# Where should two nitrogens and two fluorines sit in a ring?

The table compares pairs of isomers of C₄H₂F₂N₂. Every one is a six-membered aromatic ring with two nitrogens. A positive energy means that the second isomer lies higher. All energies are calculated, for isolated molecules at shapes relaxed with GFN2-xTB.

Electronic energy of the second isomer less that of the first, for isolated, neutral singlet C₄H₂F₂N₂ molecules at GFN2-xTB geometries. HF/STO-3G and the functional level, r2SCAN-D4/def2-SVP, were calculated with Ansatz 0.2.0, and GFN2-xTB with xtb 6.7.1.

| system | first isomer | second isomer | at hf sto 3g (kcal/mol) | at gfn2 xtb (kcal/mol) | at functional level (kcal/mol) |
| --- | --- | --- | --- | --- | --- |
| C4H2F2N2 #e58 | C(1) CH(2) CH(3) C(4) F(5) F(6) N(7) N(8); links 1-2, 2-3, 1-4, 1-5, 4-6, 3-7, 4-8, 7-8 | C(1) CH(2) C(3) CH(4) F(5) F(6) N(7) N(8); links 1-2, 1-4, 3-4, 1-5, 3-6, 2-7, 3-8, 7-8 | -2.520 | -3.630 | -2.99 |
| C4H2F2N2 #3e5 | C(1) CH(2) CH(3) C(4) F(5) F(6) N(7) N(8); links 1-2, 3-4, 1-5, 4-6, 2-7, 3-7, 1-8, 4-8 | C(1) CH(2) CH(3) C(4) F(5) F(6) N(7) N(8); links 2-3, 1-4, 1-5, 4-6, 1-7, 2-7, 3-8, 4-8 | 2.730 | 3.250 | 2.44 |
| C4H2F2N2 #9cf | C(1) CH(2) CH(3) C(4) F(5) F(6) N(7) N(8); links 1-2, 2-3, 3-4, 1-5, 4-6, 4-7, 1-8, 7-8 | C(1) CH(2) C(3) CH(4) F(5) F(6) N(7) N(8); links 1-2, 1-4, 3-4, 1-5, 3-6, 2-7, 3-8, 7-8 | 1.430 | 1.020 | 3.70 |
| C4H2F2N2 #53e | C(1) CH(2) CH(3) C(4) F(5) F(6) N(7) N(8); links 1-2, 2-3, 3-4, 1-5, 4-6, 4-7, 1-8, 7-8 | C(1) CH(2) CH(3) C(4) F(5) F(6) N(7) N(8); links 1-2, 2-3, 1-4, 1-5, 4-6, 3-7, 4-8, 7-8 | 3.950 | 4.650 | 6.69 |
| C4H2F2N2 #aef | C(1) CH(2) CH(3) C(4) F(5) F(6) N(7) N(8); links 1-2, 2-3, 1-5, 4-6, 3-7, 4-7, 1-8, 4-8 | C(1) CH(2) CH(3) C(4) F(5) F(6) N(7) N(8); links 1-2, 3-4, 1-5, 4-6, 2-7, 3-7, 1-8, 4-8 | 6.300 | 8.840 | 9.81 |
| C4H2F2N2 #99c | C(1) CH(2) CH(3) C(4) F(5) F(6) N(7) N(8); links 1-2, 2-3, 1-5, 4-6, 3-7, 4-7, 1-8, 4-8 | C(1) CH(2) CH(3) C(4) F(5) F(6) N(7) N(8); links 2-3, 1-4, 1-5, 4-6, 1-7, 2-7, 3-8, 4-8 | 9.030 | 12.090 | 12.24 |
| C4H2F2N2 #d74 | C(1) CH(2) CH(3) C(4) F(5) F(6) N(7) N(8); links 1-2, 3-4, 1-5, 4-6, 2-7, 3-7, 1-8, 4-8 | C(1) CH(2) CH(3) C(4) F(5) F(6) N(7) N(8); links 1-2, 2-3, 3-4, 1-5, 4-6, 4-7, 1-8, 7-8 | 16.780 | 14.890 | 22.70 |
| C4H2F2N2 #002 | C(1) CH(2) CH(3) C(4) F(5) F(6) N(7) N(8); links 1-2, 2-3, 1-5, 4-6, 3-7, 4-7, 1-8, 4-8 | C(1) CH(2) C(3) CH(4) F(5) F(6) N(7) N(8); links 1-2, 1-4, 3-4, 1-5, 3-6, 2-7, 3-8, 7-8 | 24.510 | 24.750 | 36.21 |

Translated from the link lists, the rows are:

- **#e58:** 3,4- → 3,5-difluoropyridazine
- **#3e5:** 2,6- → 2,3-difluoropyrazine
- **#9cf:** 3,6- → 3,5-difluoropyridazine
- **#53e:** 3,6- → 3,4-difluoropyridazine
- **#aef:** 2,4-difluoropyrimidine → 2,6-difluoropyrazine
- **#99c:** 2,4-difluoropyrimidine → 2,3-difluoropyrazine
- **#d74:** 2,6-difluoropyrazine → 3,6-difluoropyridazine
- **#002:** 2,4-difluoropyrimidine → 3,5-difluoropyridazine

The nitrogens are neighbours in pyridazine, one carbon apart in pyrimidine and opposite each other in pyrazine. Unless another level is named, use the column "at functional level".

## Question and model answer

**1. In what order do the six isomers lie?**

Energy differences add along a path, so the rows can be joined into one ladder. 2,4-Difluoropyrimidine is lowest, followed by 2,6- and then 2,3-difluoropyrazine. The pyridazines lie well above them, in the order 3,6-, 3,5-, 3,4-. The lowest pyridazine, for example, is 9.81 + 22.70 = 32.51 kcal/mol above the pyrimidine.

**2. Which single change costs most, and why?**

Bringing the nitrogens together does. Row #d74 turns a pyrazine into a pyridazine and costs 22.70 kcal/mol, although each fluorinated carbon still has one nitrogen neighbour. Two C–N links in the ring are replaced by one N–N and one C–C link.

Bonding theory explains why this is a poor exchange. A C–N bond gains strength from its polarity, which an N–N bond lacks. Neighbouring nitrogens also hold their lone pairs side by side in the ring plane, where they repel each other.

**3. What do rows #3e5 and #e58 reveal about the fluorines?**

They reveal the cost of placing the two fluorines on neighbouring carbons. All four carbons of unsubstituted pyrazine are equivalent, so moving one fluorine in #3e5 leaves its separate effect on the ring unchanged. Positions 4 and 5 of pyridazine are equivalent in the same way. What remains in each row is the interaction between the fluorines.

Adjacency costs 2.44 kcal/mol in pyrazine and 2.99 in pyridazine; #e58 is negative because it removes the adjacency. In the pyrazines the F–F distance is 2.7 Å for neighbours and 4.5 Å for the other isomer. At the short distance the two C–F dipoles lie side by side and point partly the same way, an arrangement that electrostatics makes repulsive. This is the expected cause; the rows don't separate it from effects that the fluorines pass to each other through the ring.

**4. Why does the pyrimidine lie below the pyrazines, when neither has an N–N bond?**

Part of the reason is probably that its fluorines are better placed. The bare rings may differ in energy too, and the table has no pair without fluorine to show by how much. Fluorine draws electrons through the σ bond and becomes negative, so a positive carbon attracts it more strongly. It also returns some density from a lone pair to the π system, and that density reaches a nitrogen best from the ortho or para position.

In 2,4-difluoropyrimidine each fluorinated carbon is ortho or para to both nitrogens. In 2,6-difluoropyrazine each is ortho to one nitrogen and meta to the other. The tight-binding charges fit this picture: the two fluorinated carbons together carry 0.63 e in the pyrimidine and 0.51 e in the pyrazine. They don't prove it, since a carbon between two nitrogens is electron-poor even without fluorine.

**5. Can #002 be estimated by counting neighbours?**

Count each bond between a nitrogen and a fluorinated carbon as one contact. 2,4-Difluoropyrimidine has three contacts and 3,5-difluoropyridazine has one, so #002 loses two contacts and gains an N–N bond. Let $E_{\mathrm{NN}}$ be the cost of the N–N step, taken from #d74, and $E_{\mathrm{c}}$ the cost of one lost contact, taken from #9cf:

$$E \approx E_{\mathrm{NN}} + 2E_{\mathrm{c}} = 22.70 + 2\times 3.70 = 30.10\ \text{kcal/mol}$$

The computed value is 36.21, so the count gets the scale right but falls 6.11 short. Nothing was fitted. However, #d74 and #9cf are themselves steps on the path to #002, so the only real test is whether the remaining step, #aef, also costs 3.70. It costs 9.81. The count ignores something that question 4 named: a para nitrogen should help as well. In #9cf the moved fluorine loses an ortho nitrogen but gains a para one. In #aef one ortho and one para relation both become meta, so more is lost. The change of ring may add a cost of its own, which #aef can't separate.

**6. Could a cheap level have screened these isomers?**

Yes for the order, no for the spacing. Minimal-basis Hartree–Fock ("at hf sto 3g") and tight binding ("at gfn2 xtb") both reproduce the order of all six isomers. Yet they make #002 smaller than the functional does by 11.70 and 11.46 kcal/mol, a loss of roughly one third in each case. For tight binding, about two thirds of that loss arises in the N–N step; for Hartree–Fock, about half.

The direction of the error matters in a screen. Measured from the lowest isomer, every other isomer lies closer at both cheap levels than at the functional level. An energy window could therefore keep more of these candidates than the functional would, depending on its width, but would not discard one that the functional keeps. Small gaps are less safe: both cheap levels make #3e5 larger than #9cf, while the functional says the opposite.

**7. Which digits deserve trust?**

The second decimal records arithmetic, not chemical accuracy. For #3e5, a different functional (B3LYP with dispersion, same basis, shapes relaxed again) gives 2.19 instead of 2.44 kcal/mol. "Between 2 and 3" is a fair reading of that adjacency cost in this small basis, before zero-point motion is considered.

The same caution applies to the 0.55 kcal/mol by which adjacency seems dearer in pyridazine than in pyrazine. Hartree–Fock reverses that comparison, so the table doesn't settle which ring pays more. The large N–N penalty is secure in sign, but its exact size rests on one functional and a small basis.

## Remarks on the reasoning

A good answer first asks what each pair holds fixed. Symmetry makes #3e5 and #e58 clean comparisons, whereas #9cf changes both the site of one fluorine and its position relative to the other. Its 3.70 kcal/mol is thus a working price for a contact, not a pure contact energy.

The eight rows are also not eight independent pieces of evidence. Six isomers have only five independent differences, so the agreement of #002 with the sum of #aef, #d74 and #9cf confirms the bookkeeping, not the chemistry.

For another isomer of this family, the order of questions is the useful part: are the nitrogens bonded to each other, how well are the fluorines placed relative to them, and are the fluorines neighbours? The output below gives the comparison of levels row by row and the counting estimate.

Output of the analysis:

```
Size of each difference against r2SCAN-D4 (kcal/mol and percent):
            row  HF less r2SCAN  xTB less r2SCAN  HF percent  xTB percent
  C4H2F2N2 #e58           -0.47             0.64       84.28        121.4
  C4H2F2N2 #3e5            0.29             0.81       111.9        133.2
  C4H2F2N2 #9cf           -2.27            -2.68       38.65        27.57
  C4H2F2N2 #53e           -2.74            -2.04       59.04        69.51
  C4H2F2N2 #aef           -3.51            -0.97       64.22        90.11
  C4H2F2N2 #99c           -3.21            -0.15       73.77        98.77
  C4H2F2N2 #d74           -5.92            -7.81       73.92        65.59
  C4H2F2N2 #002           -11.7           -11.46       67.69        68.35
3,6-difluoropyridazine above 2,4-difluoropyrimidine, r2SCAN-D4 (kcal/mol): 32.51
3,6-difluoropyridazine above 2,4-difluoropyrimidine, HF (kcal/mol): 23.08
3,6-difluoropyridazine above 2,4-difluoropyrimidine, xTB (kcal/mol): 23.73
3,4-difluoropyridazine above 2,4-difluoropyrimidine, r2SCAN-D4 (kcal/mol): 39.2
3,4-difluoropyridazine above 2,4-difluoropyrimidine, HF (kcal/mol): 27.03
3,4-difluoropyridazine above 2,4-difluoropyrimidine, xTB (kcal/mol): 28.38
Share of the row 002 difference that lies in the N-N step d74, r2SCAN-D4 (percent): 62.69
Share of the HF shortfall in row 002 that lies in step d74 (percent): 50.6
Share of the xTB shortfall in row 002 that lies in step d74 (percent): 68.15
Adjacency cost in pyridazine less that in pyrazine, r2SCAN-D4 (kcal/mol): 0.55
Adjacency cost in pyridazine less that in pyrazine, HF (kcal/mol): -0.21
Adjacency cost in pyridazine less that in pyrazine, xTB (kcal/mol): 0.38
Row 002 estimated as d74 plus twice 9cf, r2SCAN-D4 (kcal/mol): 30.1
Estimate less computed value of row 002 (kcal/mol): -6.11
Row 3e5 at B3LYP-D3(BJ)/def2-SVP with its own shapes (kcal/mol): 2.187
D4 dispersion part of row 3e5 (kcal/mol): -0.009287
F-F distance in 2,3-difluoropyrazine (angstrom): 2.72
F-F distance in 2,6-difluoropyrazine (angstrom): 4.504
xTB charge on the two C-F carbons together, 2,4-difluoropyrimidine (e): 0.6278
xTB charge on the two C-F carbons together, 2,6-difluoropyrazine (e): 0.5079
xTB charge on the two C-F carbons together, 3,6-difluoropyridazine (e): 0.4952
xTB charge on the two C-F carbons together, 3,5-difluoropyridazine (e): 0.4377
xTB dipole of 3,6-difluoropyridazine (debye): 4.515
xTB dipole of 3,5-difluoropyridazine (debye): 2.713
```
